Dear colleague,

The engineering figure of merit of Kim and co-workers (2015) uses your In$_4$Se$_3$ curves only through three integrals and one end-point value, $\alpha(T_h)$. That end-point value stands where it does because Thomson heat was dropped. Below I show where this happens, derive the first correction and size it for a leg between 320 and 700 K.

**Conventions.** The leg runs from $x=0$ at $T_h$ to $x=L$ at $T_c$. It has uniform cross-section, insulated sides and ideal contacts. Temperature integrals run from $T_c$ to $T_h$, with $\Delta T=T_h-T_c$, $T_m=(T_h+T_c)/2$ and $\eta_C=\Delta T/T_h$. In$_4$Se$_3$ is n-type, so $\alpha$ and the generating current both change sign relative to a p-type leg, and their product does not. I therefore write $\alpha$ for $|\alpha|$, take the current density $J>0$, and define $\tau=T\,d\alpha/dT$ from that magnitude. Further, $V=\int\alpha\,dT$, $\Phi=\int\kappa\,dT$ and $\bar\rho=\int\rho\,dT/\Delta T$.

**The formula as it stands.** One writes the heat flux entering the hot face as

$$q_h=\frac{\Phi}{L}+\alpha_hT_hJ-\tfrac12\bar\rho LJ^2 \tag{1}$$

with $\alpha_h=\alpha(T_h)$. For a load $y$ times the leg resistance, $J=V/[\bar\rho L(1+y)]$ and the power density is $y\bar\rho LJ^2$. Dividing power and heat by $V^2/\bar\rho L$ gives $\eta=y/D$ with

$$D=\frac{(1+y)^2}{(ZT)_{\rm eng}}+b\,(1+y)-\frac12,\qquad (ZT)_{\rm eng}=\frac{V^2\,\Delta T}{\int\rho\,dT\int\kappa\,dT},\qquad b=\frac{\alpha_hT_h}{V}=\frac{a}{\eta_C},$$

where $a=\alpha_h\Delta T/V$. The maximum requires $D=y\,dD/dy$, that is $(1-y^2)/(ZT)_{\rm eng}+b-\tfrac12=0$. At the root $y=m$ the efficiency is $1/(dD/dy)$, and eliminating $(ZT)_{\rm eng}$ in favour of $m$ yields

$$\eta_{\max}=\eta_C\frac{m-1}{a(m+1)-\eta_C},\qquad m=\sqrt{1+(ZT)_{\rm eng}\left(\frac{a}{\eta_C}-\frac12\right)} \tag{2}$$

For constant properties $a=1$, $(ZT)_{\rm eng}=Z\Delta T$ and $1/\eta_C-\tfrac12=T_m/\Delta T$. Then $m=\sqrt{1+ZT_m}$ and (2) becomes the textbook $\eta_C(m-1)/(m+T_c/T_h)$.

**Where the assumption enters.** It sits in the term of (1) that is linear in $J$. The same reasoning at the cold face gives $q_c=\Phi/L+\alpha_cT_cJ+\tfrac12\bar\rho LJ^2$, with $\alpha_c=\alpha(T_c)$. The difference $q_h-q_c$ should equal the power $VJ-\bar\rho LJ^2$, but it exceeds it by $J$ times

$$\alpha_hT_h-\alpha_cT_c-V=\int\tau\,dT .$$

This is the Thomson heat, released in the bulk if $\tau>0$ and absorbed if $\tau<0$. Equation (1) lets none of it cross the hot face, so it tacitly charges all of it to the cold side. A second symptom is the limit of large $(ZT)_{\rm eng}$, where (2) tends to $\eta_C/a$, above Carnot whenever $a<1$.

**The exact heat balance.** The heat flux is $q=\alpha TJ-\kappa T'$, the field is $E=\rho J+\alpha T'$, and steady energy conservation reads $q'=JE$. The terms $\alpha T'J$ cancel and leave Domenicali's equation,

$$(\kappa T')'+\rho J^2-J\tau T'=0 .$$

Multiply by $w=1-x/L$ and integrate over the leg. The first term gives $-\kappa T'|_{0}+L^{-1}\int_0^L\kappa T'dx=-\kappa T'|_0-\Phi/L$. Adding the Peltier term,

$$q_h=\frac{\Phi}{L}+(\alpha_hT_h-V_T)J-J^2\!\int_0^L\! w\rho\,dx,\qquad V_T=-\!\int_0^L\! w\,\tau T'dx=G(T_h)-\langle G\rangle \tag{3}$$

Here $dG/dT=\tau$, and $\langle\cdot\rangle$ is the average over $x$. Nothing is approximated yet. The weight $w$ is the fraction of the heat released at $x$ that leaves through the hot face.

**First correction.** The Thomson term already carries a factor $J$, so to leading order $V_T$ may be evaluated on the open-circuit profile. There $\kappa T'=-\Phi/L$, and $w$ becomes a function of temperature alone:

$$w(T)=\frac1\Phi\int_{T_c}^{T}\kappa\,dT',\qquad V_T=\int w\,\tau\,dT \tag{4}$$

The only change in $D$ is $b\to b-V_T/V$. Equation (2) keeps its form with $a$ replaced by

$$a'=a-\eta_C\frac{V_T}{V}=\frac{\eta_C}{V}\int\alpha\left(w+\frac{T\kappa}{\Phi}\right)dT \tag{5}$$

The second form follows by parts, because $w(T_h)=1$ and $w(T_c)=0$, so the boundary term cancels $\alpha_hT_h$. The single value $\alpha(T_h)$ has dropped out, and a weighted integral of your whole Seebeck curve takes its place. You never need to differentiate noisy data. Kim and co-workers also give a version with a Thomson weight factor, and (5) is the same idea with the weight taken from the open-circuit profile.

Since $y=m$ is stationary, the shift in efficiency follows from $\delta(1/\eta)=\delta D/m=(1+m)\,\delta b/m$, so to first order

$$\frac{\delta\eta}{\eta}=\eta\,\frac{1+m}{m}\,\frac{V_T}{V} \tag{6}$$

A Seebeck magnitude that rises towards the hot end returns heat to the source, and (2) underestimates $\eta$. A falling one draws extra heat, and (2) overestimates it.

**Closed form for linear properties.** Put $u=(T-T_c)/\Delta T$, $\alpha=\bar\alpha+\Delta\alpha\,(u-\tfrac12)$ with $\Delta\alpha=\alpha_h-\alpha_c$, and $\kappa=\bar\kappa[1+\epsilon(2u-1)]$. Then $w=u-\epsilon u(1-u)$ and $\tau\,dT=\Delta\alpha\,(T_c+u\Delta T)\,du$, which gives

$$V_T=\Delta\alpha\left[T_c\left(\tfrac12-\tfrac\epsilon6\right)+\Delta T\left(\tfrac13-\tfrac\epsilon{12}\right)\right],\qquad \int\tau\,dT=\Delta\alpha\,T_m ,$$

$$a=1+\frac{\Delta\alpha}{2\bar\alpha},\qquad a'=1+\frac{\Delta\alpha}{6\bar\alpha}\,\frac{\Delta T+\epsilon T_m}{T_h} \tag{7}$$

The Thomson term thus removes the fraction $1-(\Delta T+\epsilon T_m)/3T_h$ of $a-1$, whatever the slope. For constant $\kappa$ that fraction is $1-\eta_C/3$, never less than two thirds. Most of the departure of $a$ from unity is an artefact of the assumption.

**Two model legs.** The slope of $|\alpha|$ in In$_4$Se$_3$ depends on the carrier concentration, so I take two illustrative cases with every property linear between the end points. Leg A stands for a lightly doped sample, with semiconducting resistivity and falling $|\alpha|$. Leg B stands for a more heavily donor-doped one, with both rising.

| input | A, 320 K | B, 320 K | A and B, 700 K |
|---|---|---|---|
| $\lvert\alpha\rvert$ (µV/K) | 400 | 220 | 300 |
| $\rho$ (mΩ cm) | 22 | 4 | 6 |
| $\kappa$ (W m$^{-1}$ K$^{-1}$) | 1.05 | 1.05 | 0.75 |

These are inputs of typical magnitude and describe no particular sample. I chose the 700 K values so that $ZT=1.40$ there, to reproduce the peak of roughly 1.4 to 1.5 typical of good crystals along their favourable direction. At 320 K the inputs give $ZT=0.22$ (A) and $0.37$ (B).

Common to both are $\Delta T=380$ K, $T_m=510$ K, $\eta_C=0.543$, $\bar\kappa=0.90$ W m$^{-1}$ K$^{-1}$, $\epsilon=-1/6$ and $\alpha_hT_h=210.0$ mV. The bracket in $V_T$ equals 300.8 K, so a share $300.8/510=0.590$ of the Thomson heat crosses the hot face. It exceeds one half for two reasons. The coefficient $\tau$ grows with $T$, which alone gives 0.562, and the larger $\kappa$ at the cold end steepens the profile near the source, so that a given temperature lies closer to the hot face. With $\Delta T+\epsilon T_m=295$ K the correction removes 86 % of $a-1$. The means are $\bar\alpha=350$ and 260 µV/K and $\bar\rho=14$ and 5 mΩ cm.

| | leg A | leg B |
|---|---|---|
| $V$ (mV) | 133.0 | 98.8 |
| $(ZT)_{\rm eng}$ | 0.369 | 0.571 |
| $\int\tau\,dT$ (mV) | $-51.0$ | 40.8 |
| $V_T$ (mV) | $-30.1$ | 24.1 |
| $a$ | 0.857 | 1.154 |
| $a'$ | 0.980 | 1.022 |
| $m$ with $a$ | 1.183 | 1.388 |
| $m$ with $a'$ | 1.217 | 1.337 |
| $\eta_{\max}$ with $a$ (%) | 7.47 | 9.53 |
| $\eta_{\max}$ with $a'$ (%) | 7.24 | 9.93 |
| $\eta_{\max}$ with $a=1$ (%) | 7.21 | 10.00 |
| relative change, $a\to a'$ (%) | $-3.0$ | 4.2 |
| the same from (6), with $\eta$ and $m$ for $a$ (%) | $-3.1$ | 4.0 |

The second decimal in $\eta$ is there to compare formulas, and the estimates below show that it does not predict the leg. The Thomson voltage at the hot face is a sizeable part of the Peltier voltage, yet the efficiency moves by only 3 to 4 % of itself. Equation (6) says why: the prefactor contains $\eta$, because conduction dominates the heat input. Simply setting $a=1$ lands closer to the corrected value than (2) does, as (7) anticipates. For leg A the formal limit $\eta_C/a$ is 0.633 against a Carnot value of 0.543. The corrected $a'$ nearly removes this excess. It need not remove it fully, since at large $(ZT)_{\rm eng}$ the current distorts the profile and (4) fails.

**A rival of the same size.** Equation (3) exposes a second simplification in (1). The resistance is $\int\rho\,dx$, and on the open-circuit profile $dx=-L\kappa\,dT/\Phi$. For $\rho=\bar\rho[1+r(2u-1)]$ the resistance therefore exceeds $\bar\rho L$ by a factor $f$, and the Joule share at the hot face is $W_J$ instead of one half:

$$f=\frac{\Delta T\int\rho\kappa\,dT}{\int\rho\,dT\int\kappa\,dT}=1+\frac{\epsilon r}{3},\qquad W_J=\frac{\int w\rho\kappa\,dT}{\int\rho\kappa\,dT}=\frac12+\frac{r/6-\epsilon^2r/30}{f}.$$

With $Z_2=(ZT)_{\rm eng}/f$ and $b'=a'/\eta_C$, the same maximisation gives $m^2=1+Z_2(b'-W_J)$ and $1/\eta=2(1+m)/Z_2+b'$. Leg A has $r=-4/7$, $f=1.032$ and $W_J=0.408$, and its efficiency drops from 7.24 to 7.03 %. That is another $-3.0$ % in relative terms, as large as the Thomson correction and of the same sign. Leg B has $r=1/5$, $f=0.989$ and $W_J=0.534$, and it rises from 9.93 to 10.03 %. For a sample like A, mending the Thomson term alone does half the job.

**The next order.** The current bends the profile, and I estimate this with averaged properties. A uniform source $s$ between fixed end temperatures adds $\delta T=s\,x(L-x)/2\bar\kappa$, with mean $sL^2/12\bar\kappa$. Here $sL^2=\bar\rho(JL)^2+JL\int\tau\,dT$, with $JL=V/[\bar\rho(1+m)]$ and $m$ taken for $a'$. This is 428 A/m for A and 845 A/m for B. The Joule and Thomson parts of $\langle\delta T\rangle$ are 2.4 and $-2.0$ K for A, and 3.3 and 3.2 K for B.

The bend acts in two ways. By (3), $V_T$ changes by $-\bar\tau\langle\delta T\rangle$ with $\bar\tau=\int\tau\,dT/\Delta T$, and (6) converts this into efficiency. The resistance $R$ changes by $\delta\ln R=\langle\delta T\rangle\,2r/\Delta T$, and differentiating power over heat at fixed $J$ gives $\delta\eta/\eta=-(1-\eta/2)\,\delta\ln R/m$.

In leg B the two sources add to 6.5 K. The voltage $V_T$ falls by 0.7 mV, worth $-0.1$ % in $\eta$, and $R$ rises by 0.7 %, worth $-0.5$ %, together $-0.6$ % in relative terms. In leg A the sources nearly cancel, to 0.4 K, and the net effect on $\eta$ is a gain of 0.1 %. That cancellation is accidental. The Thomson cooling alone raises the steep resistivity of A by 0.6 % and would cost $-0.5$ %, about a sixth of the direct correction. These terms leave the sign and rough size of the first correction intact, but they fix its precision at about half a per cent of $\eta$.

**What this means for your leg.** The model's efficiencies, with all terms above, are about 7.0 % for A and 10.0 % for B, where (2) gave 7.47 and 9.53 %. They belong to the model and its chosen end points. As typical knowledge, undoped polycrystalline material peaks nearer $ZT\approx1$ or below and would give less, and contact resistance and side losses lower any real leg further. The relative Thomson correction travels better. For linear $\alpha$ the ratio $V_T/V$ in (6) equals $(\Delta\alpha/\bar\alpha)$ times 300.8 K over 380 K, so the sign and size of the fractional Seebeck slope decide the matter.

In practice, integrate your $\kappa(T)$ once to get $w(T)$, evaluate the second form of (5), and use $a'$ in place of $a$. In the same pass compute $f$ and $W_J$, since a steep $\rho(T)$ makes them matter equally. A shift of 3 to 4 % of $\eta$ may lie within the uncertainty of a heat-flow measurement, but it is systematic and reverses sign between the two kinds of sample. For the model pair the ratio $\eta_B/\eta_A$ is 1.28 from (2), 1.37 with $a'$ and 1.43 with $f$ and $W_J$ as well, so (2) understates the benefit of going from a sample like A to one like B.